**Sum-over-states model for the valence polarisabilities of Ge21+**

The table holds static scalar and tensor dipole polarisabilities of seven valence states of Na-like Ge21+, from frozen-core Dirac-Hartree-Fock plus Brueckner orbitals in a B-spline basis (no-pair Dirac-Coulomb). The program tests a second-order sum over states with 3j angular factors, level gaps from the same run and j-independent radial factors that are hydrogenic at charge 22 (A), partly fitted (B, 3 parameters) or mostly fitted (C, 7 parameters). Model A is within 3% of the table for 4f but 38% high for 3s and 90% low for 3p1/2, where the 3s and 3d terms nearly cancel. The m = j values of 3p3/2, 3d5/2 and 4f7/2 are positive, so the negative scalars come from the same-n partner below. The scalars very probably include the core polarisability, since the m = j values of 3d5/2 and 4f7/2 exceed the hydrogenic upward sums, although fit C is slightly better without it.

Calculated values. B-spline many-body code 1: static dipole polarisabilities of Ge21+, lowest state of each symmetry, with one valence electron outside a closed [He] 2s2 2p6 core. No-pair Dirac-Coulomb Hamiltonian, finite nucleus, frozen-core Dirac-Hartree-Fock, Brueckner orbitals (second-order and RPA-screened correlation potential) and static core-polarisation RPA.

## Program and output

```python
# Table: static scalar and tensor dipole polarisabilities (bohr^3) of Ge21+ valence states, B-spline many-body
# code, frozen-core DHF + Brueckner orbitals, no-pair Dirac-Coulomb. Tested: second-order sum over states with
# 3j factors, gaps of the same run and hydrogenic (A) or fitted (B, C) j-independent radial factors.
T = {
    'polarised': ['3s1/2', '3p1/2', '3p3/2', '3d3/2', '3d5/2', '4f5/2', '4f7/2'],
    'polarised_scalar': [0.08919, 0.005585, 0.01297, -0.01097, -0.01248, -0.3066, -0.3172],  # bohr³
    'polarised_tensor': [None, None, 0.02314, 0.01178, 0.0192, 0.286, 0.3472],  # bohr³
}
import numpy as np
from scipy.linalg import eigh_tridiagonal
from scipy.constants import physical_constants as pc
from sympy import Rational as Q
from sympy.physics.wigner import wigner_3j as w3
Ha = pc['Hartree energy in eV'][0]; Z = 22
# further outputs of the same run: excitation energies (eV), core polarisability (bohr^3)
E = {'3s1/2': 0.0, '3p1/2': 47.4178, '3p3/2': 54.744, '3d3/2': 118.49, '3d5/2': 119.765,
     '4d3/2': 455.608, '4d5/2': 456.179, '4f5/2': 467.394, '4f7/2': 467.618}
core = 0.00208283
h = 0.1; r = h*np.arange(1, 1201)
H = [eigh_tridiagonal(1/h**2 - 1/r + l*(l+1)/(2*r*r), -0.5/h**2*np.ones(len(r)-1)) for l in range(5)]
def hyd(n, l, lp):  # same-n R^2 and other-n sum of R^2/gap, scaled to charge Z
    R2 = (H[lp][1].T @ (r*H[l][1][:, n-l-1]))**2; d = H[lp][0] - H[l][0][n-l-1]
    k = np.arange(len(r)) != n-lp-1
    return R2[~k].sum()/Z**2, (R2[k]/d[k]).sum()/Z**4
def ang(j, jp, ten):
    red = (2*j+1)*(2*jp+1)*w3(jp, j, 1, -Q(1, 2), Q(1, 2), 0)**2
    s = 2*red/(3*(2*j+1))
    return float(2*red*w3(jp, 1, j, -j, 0, j)**2 - s if ten else s)
lab = T['polarised']; S = dict(zip(lab, T['polarised_scalar'])); D = dict(zip(lab, T['polarised_tensor']))
rows = [(s, 0) for s in lab] + [(s, 1) for s in lab if D[s] is not None]
y = np.array([D[s] if t else S[s] for s, t in rows]); sc = np.array([1.0-t for s, t in rows])
A = np.zeros((len(rows), 7)); fix = np.zeros(len(rows)); gaps = {}
for i, (s, t) in enumerate(rows):
    n, l, j = int(s[0]), 'spdf'.index(s[1]), Q(s[2:]); gaps[s] = []
    for lp in (l-1, l+1):
        for jp in (lp-Q(1, 2), lp+Q(1, 2)):
            if lp < 0 or jp < 0 or abs(jp-j) > 1: continue
            w = ang(j, jp, t)
            if lp < n:
                g = E['%d%s%s' % (n, 'spdf'[lp], jp)] - E[s]; A[i, min(l, lp)] += w*Ha/g; gaps[s].append(g)
            if lp > l: A[i, 3+l] += w
            else: fix[i] += w*hyd(n, l, lp)[1]
p0 = np.array([hyd(3,0,1)[0], hyd(3,1,2)[0], hyd(4,3,2)[0]] + [hyd(n,l,l+1)[1] for n, l in ((3,0),(3,1),(3,2),(4,3))])
def fit(k, c):
    b = y - fix - c*sc - A[:, k:] @ p0[k:]
    p = np.r_[np.linalg.lstsq(A[:, :k]/abs(y)[:, None], b/abs(y), rcond=None)[0], p0[k:]]
    return p, A @ p + fix + c*sc
mA = A @ p0 + fix + core*sc; pB, mB = fit(3, core); pC, mC = fit(7, core); pN, mN = fit(7, 0.0)
print('bohr^3: row, table, model A (0 par.), error % of A, B (3 par.), C (7 par.); rounding below 0.05 %')
for i, (s, t) in enumerate(rows):
    print('%s %s %+.5f %+.5f %+7.1f %+6.1f %+6.2f' % ((s, ['scalar', 'tensor'][t], y[i], mA[i]) + tuple(100*(m[i]-y[i])/abs(y[i]) for m in (mA, mB, mC))))
for nm, m in (('A', mA), ('B', mB), ('C', mC), ('C without core', mN)):
    e = 100*(m-y)/abs(y); k = np.argmax(abs(e))
    print('%s: rms %.2f %%, worst %s %s %+.1f %%' % (nm, np.sqrt(np.mean(e**2)), rows[k][0], ['scalar', 'tensor'][rows[k][1]], e[k]))
print('parameter: hydrogenic Z=22, B, C, C without core, C/hydrogenic (R^2 in bohr^2, sums in bohr^3)')
for k, nm in enumerate(['R^2 3s-3p', 'R^2 3p-3d', 'R^2 4d-4f', 'other-n s>p', 'other-n p>d', 'other-n d>f', 'other-n f>g']):
    print('%s: %.4f %.4f %.4f %.4f %.2f' % (nm, p0[k], pB[k], pC[k], pN[k], pC[k]/p0[k]))
print('scalar parts in C (bohr^3): same-n below, same-n above, other n; core % of |table|; same-n gaps (eV)')
for i, s in enumerate(lab):
    t = A[i, :3]*pC[:3]
    print('%s %+.4f %+.4f %+.4f %4.1f ' % (s, t[t < 0].sum(), t[t > 0].sum(), A[i, 3:] @ pC[3:] + fix[i], 100*core/abs(y[i])), ' '.join('%+.2f' % g for g in gaps[s]))
for a, b in ((1, 2), (3, 4), (5, 6)):
    print('%s minus %s scalar: table %+.5f (ratio %.3f), A %+.5f, C %+.5f' % (lab[b], lab[a], y[b]-y[a], y[b]/y[a], mA[b]-mA[a], mC[b]-mC[a]))
print('4f7/2 over 3d5/2: scalar %.1f; gap ratio %.2f, R^2 ratio %.2f, angular %.3f' % (y[6]/y[4], gaps['3d5/2'][0]/gaps['4f7/2'][0], pC[2]/pC[1], (3/7)/(2/5)))
print('m=j value of 3p3/2: %+.5f bohr^3' % (S['3p3/2']+D['3p3/2']))
for s, n in (('3d5/2', 3), ('4f7/2', 4)):
    c = n**4*(17*n*n - 9*(n-1)**2 + 19)/8; v = S[s] + D[s]
    print('%s m=j: %+.5f, less core %+.5f, Stark Z=22 %.5f; charge %.2f as is, %.2f less core' % (s, v, v-core, c/Z**4, (c/v)**.25, (c/(v-core))**.25))
    assert v > 0 and abs(2*hyd(n, n-1, n)[1]/(2*n+1)/(c/Z**4) - 1) < 0.02
assert S['3s1/2'] > S['3p3/2'] > S['3p1/2'] > 0 > S['3d3/2'] > S['3d5/2'] > S['4f5/2'] > S['4f7/2']
assert abs((S['4f7/2']+D['4f7/2'])/(6720/Z**4) - 1) < 0.1
```

Running it gives:

```
bohr^3: row, table, model A (0 par.), error % of A, B (3 par.), C (7 par.); rounding below 0.05 %
3s1/2 scalar +0.08919 +0.12299   +37.9  +13.1  +0.00
3p1/2 scalar +0.00558 +0.00054   -90.4   +3.1  +0.54
3p3/2 scalar +0.01297 +0.00964   -25.7   +4.1  -1.24
3d3/2 scalar -0.01097 -0.01173    -6.9   +9.0  -0.38
3d5/2 scalar -0.01248 -0.01331    -6.7   +8.4  +0.54
4f5/2 scalar -0.30660 -0.29828    +2.7   -0.1  -0.18
4f7/2 scalar -0.31720 -0.30753    +3.0   +0.3  +0.19
3p3/2 tensor +0.02314 +0.03244   +40.2  +11.3  +0.39
3d3/2 tensor +0.01178 +0.01317   +11.8   +1.8  +0.78
3d5/2 tensor +0.01920 +0.02127   +10.8   +1.0  -0.32
4f5/2 tensor +0.28600 +0.27971    -2.2   +0.3  +0.20
4f7/2 tensor +0.34720 +0.33830    -2.6   -0.1  -0.18
A: rms 31.95 %, worst 3p1/2 scalar -90.4 %
B: rms 6.34 %, worst 3s1/2 scalar +13.1 %
C: rms 0.52 %, worst 3p3/2 scalar -1.2 %
C without core: rms 0.21 %, worst 3d3/2 tensor +0.4 %
parameter: hydrogenic Z=22, B, C, C without core, C/hydrogenic (R^2 in bohr^2, sums in bohr^3)
R^2 3s-3p: 0.3345 0.2712 0.2452 0.2467 0.73
R^2 3p-3d: 0.2092 0.1924 0.1857 0.1932 0.89
R^2 4d-4f: 0.5207 0.5335 0.5320 0.5342 1.02
other-n s>p: 0.0065 0.0065 0.0025 0.0048 0.38
other-n p>d: 0.0121 0.0121 0.0069 0.0090 0.57
other-n d>f: 0.0206 0.0206 0.0163 0.0235 0.79
other-n f>g: 0.1291 0.1291 0.1255 0.1349 0.97
scalar parts in C (bohr^3): same-n below, same-n above, other n; core % of |table|; same-n gaps (eV)
3s1/2 +0.0000 +0.0854 +0.0017  2.3  +47.42 +54.74
3p1/2 -0.0313 +0.0316 +0.0032 37.3  -47.42 +71.07
3p3/2 -0.0271 +0.0346 +0.0032 16.1  -54.74 +63.75 +65.02
3d3/2 -0.0193 +0.0000 +0.0062 19.0  -71.07 -63.75
3d5/2 -0.0207 +0.0000 +0.0062 16.7  -65.02
4f5/2 -0.3521 +0.0000 +0.0429  0.7  -11.79 -11.22
4f7/2 -0.3616 +0.0000 +0.0429  0.7  -11.44
3p3/2 minus 3p1/2 scalar: table +0.00739 (ratio 2.322), A +0.00910, C +0.00719
3d5/2 minus 3d3/2 scalar: table -0.00151 (ratio 1.138), A -0.00158, C -0.00140
4f7/2 minus 4f5/2 scalar: table -0.01060 (ratio 1.035), A -0.00925, C -0.00945
4f7/2 over 3d5/2: scalar 25.4; gap ratio 5.68, R^2 ratio 2.87, angular 1.071
m=j value of 3p3/2: +0.03611 bohr^3
3d5/2 m=j: +0.00672, less core +0.00464, Stark Z=22 0.00588; charge 21.28 as is, 23.34 less core
4f7/2 m=j: +0.03000, less core +0.02792, Stark Z=22 0.02869; charge 21.76 as is, 22.15 less core
```
